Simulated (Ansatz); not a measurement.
# Ca₃GeN: the change of energy above lowest point with volume scale

Results calculated with Ansatz 0.2.0, not measured. Free energy against uniform scaling of the volume at fixed shape and fractions; periodic cell, basis, potentials, k mesh and filling as listed.

The cell before it is scaled or strained (space group Pm-3m, No. 221):
```
CELL_PARAMETERS angstrom
4.75730 0.00000 0.00000
0.00000 4.75730 0.00000
0.00000 0.00000 4.75730
ATOMIC_POSITIONS crystal
Ca 0.00000 0.50000 0.50000
Ca 0.50000 0.00000 0.50000
Ca 0.50000 0.50000 0.00000
Ge 0.00000 0.00000 0.00000
N 0.50000 0.50000 0.50000
```

Settings of every row: functional r2SCAN; dispersion none; potentials PAW; wave cutoff 500 eV; density cutoff 2000 eV; k mesh 5x5x5; k shift 0x0x0; occupations fermi dirac; smearing width 0.1 eV; spin none.

Limits: coarse k mesh, up to 40 meV an atom off; odd electron count without spin.

```csv
row,volume scale,V (Å³/atom),energy above lowest point (meV/atom)
1,0.92,19.811,50.8
2,0.9467,20.386,?
3,0.9733,20.958,10.8
4,1,21.533,2.2
5,1.0267,22.108,0
6,1.0533,22.681,3.4
7,1.08,23.256,11.6
```

Question: what energy above lowest point should row 2 give?

Worked fit of energy above lowest point. Take u = (V_r/V)^(2/3) − 1 with V_r = 21.821 Å³ an atom, which is twice the finite (Eulerian) strain; such expansions in the strain, on which the Birch-Murnaghan equation of state is built, carry the rest volume and the bulk modulus. The shown rows have u = 0.06654, 0.02727, 0.0089, -0.00867, -0.02544, -0.04157. Least squares give energy above lowest point = 0.35 + 124.4 × u + 9522 × u² meV/atom; a straight line predicts inner rows, each left out in turn, worse (root mean square 12 against 0.043 meV/atom). The rows lie off it by 0.0, 0.0, 0.0, 0.0, 0.1, 0.0. Its lowest point lies at u = -0.0065, or V = 22.04 Å³ an atom, and the curvature there gives the bulk modulus at fixed shape and fractions, B = (4/9)(1 + u)² E″(u)/V = 60.7 GPa. The withheld row has u = 0.04639, so the fit gives 0.35 + 124.4 × (0.04639) + 9522 × (0.04639)² = 26.6 meV/atom.

The calculation gave 26.6 meV/atom. The fit meets it to the printed digit.
